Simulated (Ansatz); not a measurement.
Relaxed bulk Eu, space group Im-3m (No. 229):

```
CELL_PARAMETERS angstrom
-2.28246 2.28246 2.28246
2.28246 -2.28246 2.28246
2.28246 2.28246 -2.28246
ATOMIC_POSITIONS crystal
Eu 0.00000 0.00000 0.00000
```

Miller indices refer to the conventional cell of Im-3m (No. 229), a = 4.565 Å, b = 4.565 Å, c = 4.565 Å, α = 90.00°, β = 90.00°, γ = 90.00°.

Consider the (110) slab of 4 planes, 9.7 Å thick with 15 Å of vacuum as cut; outer planes Eu (top) and Eu (bottom), all atoms relaxed.

The calculation used DFT PBE+U, scalar-relativistic, plane waves, PAW in Ansatz. Cutoff 420 eV; k points 7×7×1 on the computed 4-atom cell (Γ-centred); Gaussian smearing, width 0.10 eV; U_eff Eu 6.00 eV on the f shells (Löwdin-orthogonalised atomic orbitals); collinear spin with starting moments 7.9 7.9 7.9 7.9 μB; the SCF started from the saved density, moments and f occupations of an earlier run in this study. The cell repeats along c with a dipole correction in the vacuum.

Q: Give the surface energy (mean of both faces).

A: 0.41 J/m².

Q: Give the work function.

A: 2.57 eV.

Q: Predict the spin moments in spheres of the Eu atoms (bottom, middle, top).

A: 7.12, 7.11, 7.12 μB.

Q: The top two planes lie 3.228 Å apart in the bulk. How does relaxation change this?

A: The spacing becomes 3.118 Å (-3.4 %).

Slabs this thin can still miss converged surface energies by a few hundredths of a J/m² and work functions by about a tenth of an eV.

The state reached may not be the lowest one. Spin-orbit coupling is left out, which matters for the bands of heavy elements.

Worked out: the slab's 4 atoms lie 0.749 eV above the same atoms in the bulk. Shared over two faces of 14.74 Å² this is 25.4 meV/Å², and 1 eV/Å² is 16.02 J/m², which gives 0.41 J/m². The cut crosses 2 bonds a cell (neighbours within 10 % of the shortest distances), so each costs 0.37 eV on this count. The top spacing shrinks by 3.4 %, as is usual at a metal's surface, where atoms that lost neighbours bind closer to those left; the next one widens by 0.9 %, so the relaxation alternates in sign.

The moments of 7.11 to 7.12 μB barely distinguish surface from interior atoms, as expected for divalent Eu with a half-filled 4f shell. The small excess over the seven f electrons probably comes from 5d and 6s states polarised by exchange with that shell. The even moments may reflect the compactness of the 4f orbitals, the U term that favours their localisation, or both. They give no sign of a valence change at the surface.

With the f electrons largely outside the bonding, cohesion rests on about two s-d electrons per large atom. This dilute valence density accounts for both the low surface energy of 0.41 J/m² and the low work function of 2.57 eV, which place Eu nearer to Ba than to the trivalent lanthanides.

The parallel moments differ from the helical antiferromagnetic order known for bulk Eu at low temperature, which a collinear calculation in so small a cell cannot represent. The results therefore describe a spin-aligned surface and don't establish its magnetic ground state.
